**Orbital-gap rule for the excited states of boranamine in six basis sets**

The table holds vertical PBE0 excitation energies of H$_2$B–NH$_2$ (lowest and brightest TDDFT singlets, lowest Tamm-Dancoff triplet), the oscillator strength of the bright state and the polarisability, from PySCF at one PBE0-D3(BJ)/def2-SVP geometry. The program tests the rule that an excitation energy equals the orbital gap to π* minus a constant, against a flat value and a straight line in the polarisability, with orbital energies taken from the same runs. The gap rule is best for the bright singlet (rms 0.06 eV, worst row def2-SVP), the line in the polarisability is best for S1, and T1 stays within 0.03 eV of 6.0 eV while the gap rule fails for it. The output also gives leave-one-out errors, slopes on the gap, the error from using the nominal LUMO, a two-centre estimate of the oscillator strength that overshoots by a factor of 2.3, and the share of the bright state in the polarisability.

Boranamine (BH4N, SMILES BN, point group C2v) in the gas phase, computed with PySCF 2.14.0 and density fitting at the PBE0-D3(BJ)/def2-SVP geometry. Vertical excitations are from PBE0 with core orbitals frozen in the response, using full TDDFT for the ten singlets and the Tamm-Dancoff approximation for the triplets. The polarisability is the isotropic average.

## Numerical check

```python
# Table: BH2NH2, PySCF PBE0 vertical TDDFT singlets (S1, brightest), Tamm-Dancoff T1 and
# polarisability in six bases. Tested: excitation = orbital gap to pi* minus a constant,
# against a flat value and against a straight line in polarisability.
T = {
    'functional': ['PBE0', 'PBE0', 'PBE0', 'PBE0', 'PBE0', 'PBE0'],
    'basis': ['6-31+G(d)', 'aug-cc-pVDZ', 'aug-cc-pVTZ', 'def2-SVP', 'def2-TZVP', 'def2-TZVPD'],
    's1': [7.26, 7.13, 7.12, 7.36, 7.22, 7.16],  # eV
    'main': ['HOMO-1 to LUMO+1', 'HOMO-1 to LUMO+1', 'HOMO-1 to LUMO+1', 'HOMO-1 to LUMO', 'HOMO-1 to LUMO', 'HOMO-1 to LUMO'],
    't1': [6.02, 5.98, 6.0, 6.03, 6.01, 6.01],  # eV
    'sb': [8.06, 8.02, 8.0, 8.55, 8.22, 8.1],  # eV
    'fb': [0.17, 0.18, 0.18, 0.21, 0.19, 0.21],
    'alpha': [22.8, 26.9, 27.0, 21.1, 24.4, 26.8],  # bohr^3
}
import numpy as np
from scipy.constants import physical_constants as pc
Eh = pc['Hartree energy in eV'][0]; a0 = pc['Bohr radius'][0]*1e10
b = T['basis']; n = len(b)
s1, t1, sb, fb, al = (np.array(T[k], float) for k in ('s1', 't1', 'sb', 'fb', 'alpha'))
# further outputs of the same runs, in table order (orbital energies eV, tensor bohr^3)
h1 = np.array([-8.9203, -8.8996, -8.9208, -8.7670, -8.9036, -8.9201])
h0 = np.array([-8.6375, -8.6999, -8.7180, -8.5680, -8.6910, -8.7151])
l0 = np.array([0.1133, -0.1133, -0.1453, 0.5511, 0.2228, 0.1411])
l1 = np.array([0.1383, 0.0354, 0.0183, 1.8516, 0.9903, 0.1913])
wT = np.array([0.914, 0.901, 0.895, 0.990, 0.975, 0.968])  # leading-pair weight in T1
axx = np.array([29.385, 32.009, 32.106, 27.852, 30.153, 31.915])
azz = np.array([16.330, 22.070, 22.183, 13.736, 18.815, 21.934])
up = np.array([m.endswith('+1') for m in T['main']])
ps = np.where(up, l1, l0); sg = np.where(up, l0, l1)
gs = ps - h1; gp = ps - h0
print('table rounding: 0.005 eV, 0.005 in f, 0.05 bohr^3')
print('basis: pi*, sigma virtual, gap sigma-pi*, gap pi-pi* (eV), T1 pair weight')
for i in range(n):
    print(f'{b[i]:12s} {ps[i]:5.2f} {sg[i]:5.2f} {gs[i]:5.2f} {gp[i]:5.2f} {wT[i]:.3f}')
print('basis: gap minus state for S1, T1, bright; bright-T1; -HOMO minus bright (eV)')
for i in range(n):
    print(f'{b[i]:12s} {gs[i]-s1[i]:5.2f} {gp[i]-t1[i]:5.2f} {gp[i]-sb[i]:5.2f} {sb[i]-t1[i]:5.2f} {-h0[i]-sb[i]:5.2f}')
cS, cB, cT = 1.85, 0.70, 6.0  # rounded hand values
print(f'hand rule: S1 = gap - {cS}, T1 = {cT}, bright = gap - {cB:.2f}; estimate (error) in eV')
eS, eT, eB = gs-cS-s1, cT-t1, gp-cB-sb
for i in range(n):
    print(f'{b[i]:12s} {gs[i]-cS:.2f} ({eS[i]:+.2f})  {cT:.2f} ({eT[i]:+.2f})  {gp[i]-cB:.2f} ({eB[i]:+.2f})')
rms = lambda r: float(np.sqrt(np.mean(r**2)))
print(f'hand rule rms: S1 {rms(eS):.3f}, T1 {rms(eT):.3f}, bright {rms(eB):.3f} eV')
print(f'hand rule worst: S1 {100*max(abs(eS/s1)):.1f} %, T1 {100*max(abs(eT/t1)):.1f} %, bright {100*max(abs(eB/sb)):.1f} %')
def test(A, y):
    c = np.linalg.lstsq(A, y, rcond=None)[0]; r = A@c - y
    loo = r/(1 - np.diag(A@np.linalg.pinv(A)))
    return c, r, rms(loo)
one = np.ones((n, 1)); k = np.array([x != 'def2-SVP' for x in b]); R = {}; S = {}
print('model: constant or slope, rms, leave-one-out rms, worst row (eV)')
for nm, y, g in (('S1', s1, gs), ('T1', t1, gp), ('bright', sb, gp)):
    for md, A, z in (('gap-const', one, g-y), ('flat', one, y), ('line in alpha', np.c_[al, one], y)):
        c, r, lo = test(A, z); r = -r if md == 'gap-const' else r
        j = np.argmax(abs(r)); R[nm, md] = rms(r)
        print(f'{nm:6s} {md:13s} {c[0]:6.3f} {rms(r):.3f} {lo:.3f} {b[j]} {r[j]:+.2f}')
    S[nm] = np.polyfit(g, y, 1)[0]
    print(f'{nm:6s} range {np.ptp(y):.2f}, gap range {np.ptp(g):.2f}; slope on gap {S[nm]:.2f}, without def2-SVP {np.polyfit(g[k], y[k], 1)[0]:.2f}')
iT, iS = b.index('aug-cc-pVTZ'), b.index('def2-SVP')
print(f'aug-cc-pVTZ with nominal LUMO: bright error {l0[iT]-h0[iT]-cB-sb[iT]:+.2f}, S1 error {l0[iT]-h1[iT]-cS-s1[iT]:+.2f} eV')
mu = np.sqrt(1.5*fb*Eh/sb)
rBN = np.hypot(1.38, 0.06)/a0; ab = np.sqrt(0.819*0.181)  # geometry, 6-31+G(d) HOMO populations
m2 = np.sqrt(2)*ab*rBN; f2 = 2/3*sb[0]/Eh*m2**2
print(f'transition dipole implied by f: {mu.min():.2f} to {mu.max():.2f} au')
print(f'two-centre estimate, 6-31+G(d): R {rBN:.2f} bohr, mu {m2:.2f} au, f {f2:.2f}, ratio to table {f2/fb[0]:.1f}')
sh = fb/(sb/Eh)**2
print(f'bright state f/w^2: {sh.min():.1f} to {sh.max():.1f} bohr^3, {100*min(sh/al):.0f} to {100*max(sh/al):.0f} % of alpha')
print(f'alpha def2-SVP to aug-cc-pVTZ: mean {al[iT]-al[iS]:+.1f}, B-N {axx[iT]-axx[iS]:+.1f}, out of plane {azz[iT]-azz[iS]:+.1f} bohr^3')
print('alpha below aug-cc-pVTZ, %: ' + ', '.join(f'{b[i]} {100*(1-al[i]/al[iT]):.1f}' for i in range(n) if i != iT))
assert np.all(t1 < s1) and np.all(s1 < sb)
assert S['T1'] < S['S1'] < S['bright']
assert R['bright', 'gap-const'] < min(R['bright', 'flat'], R['bright', 'line in alpha'])
assert R['T1', 'flat'] < R['T1', 'gap-const']
```

Output:

```
table rounding: 0.005 eV, 0.005 in f, 0.05 bohr^3
basis: pi*, sigma virtual, gap sigma-pi*, gap pi-pi* (eV), T1 pair weight
6-31+G(d)     0.14  0.11  9.06  8.78 0.914
aug-cc-pVDZ   0.04 -0.11  8.93  8.74 0.901
aug-cc-pVTZ   0.02 -0.15  8.94  8.74 0.895
def2-SVP      0.55  1.85  9.32  9.12 0.990
def2-TZVP     0.22  0.99  9.13  8.91 0.975
def2-TZVPD    0.14  0.19  9.06  8.86 0.968
basis: gap minus state for S1, T1, bright; bright-T1; -HOMO minus bright (eV)
6-31+G(d)     1.80  2.76  0.72  2.04  0.58
aug-cc-pVDZ   1.80  2.76  0.72  2.04  0.68
aug-cc-pVTZ   1.82  2.74  0.74  2.00  0.72
def2-SVP      1.96  3.09  0.57  2.52  0.02
def2-TZVP     1.91  2.90  0.69  2.21  0.47
def2-TZVPD    1.90  2.85  0.76  2.09  0.62
hand rule: S1 = gap - 1.85, T1 = 6.0, bright = gap - 0.70; estimate (error) in eV
6-31+G(d)    7.21 (-0.05)  6.00 (-0.02)  8.08 (+0.02)
aug-cc-pVDZ  7.08 (-0.05)  6.00 (+0.02)  8.04 (+0.02)
aug-cc-pVTZ  7.09 (-0.03)  6.00 (+0.00)  8.04 (+0.04)
def2-SVP     7.47 (+0.11)  6.00 (-0.03)  8.42 (-0.13)
def2-TZVP    7.28 (+0.06)  6.00 (-0.01)  8.21 (-0.01)
def2-TZVPD   7.21 (+0.05)  6.00 (-0.01)  8.16 (+0.06)
hand rule rms: S1 0.062, T1 0.018, bright 0.061 eV
hand rule worst: S1 1.5 %, T1 0.5 %, bright 1.5 %
model: constant or slope, rms, leave-one-out rms, worst row (eV)
S1     gap-const      1.865 0.060 0.072 def2-SVP +0.09
S1     flat           7.208 0.084 0.100 def2-SVP -0.15
S1     line in alpha -0.036 0.015 0.026 def2-TZVPD -0.02
S1     range 0.24, gap range 0.38; slope on gap 0.60, without def2-SVP 0.56
T1     gap-const      2.848 0.123 0.148 def2-SVP +0.24
T1     flat           6.008 0.016 0.019 aug-cc-pVDZ +0.03
T1     line in alpha -0.006 0.009 0.012 aug-cc-pVDZ +0.02
T1     range 0.05, gap range 0.38; slope on gap 0.09, without def2-SVP 0.10
bright gap-const      0.698 0.061 0.073 def2-SVP -0.13
bright flat           8.158 0.189 0.227 def2-SVP -0.39
bright line in alpha -0.065 0.117 0.211 6-31+G(d) +0.23
bright range 0.55, gap range 0.38; slope on gap 1.39, without def2-SVP 1.07
aug-cc-pVTZ with nominal LUMO: bright error -0.13, S1 error -0.19 eV
transition dipole implied by f: 0.93 to 1.03 au
two-centre estimate, 6-31+G(d): R 2.61 bohr, mu 1.42 au, f 0.40, ratio to table 2.3
bright state f/w^2: 1.9 to 2.4 bohr^3, 8 to 10 % of alpha
alpha def2-SVP to aug-cc-pVTZ: mean +5.9, B-N +4.3, out of plane +8.4 bohr^3
alpha below aug-cc-pVTZ, %: 6-31+G(d) 15.6, aug-cc-pVDZ 0.4, def2-SVP 21.9, def2-TZVP 9.6, def2-TZVPD 0.7
```
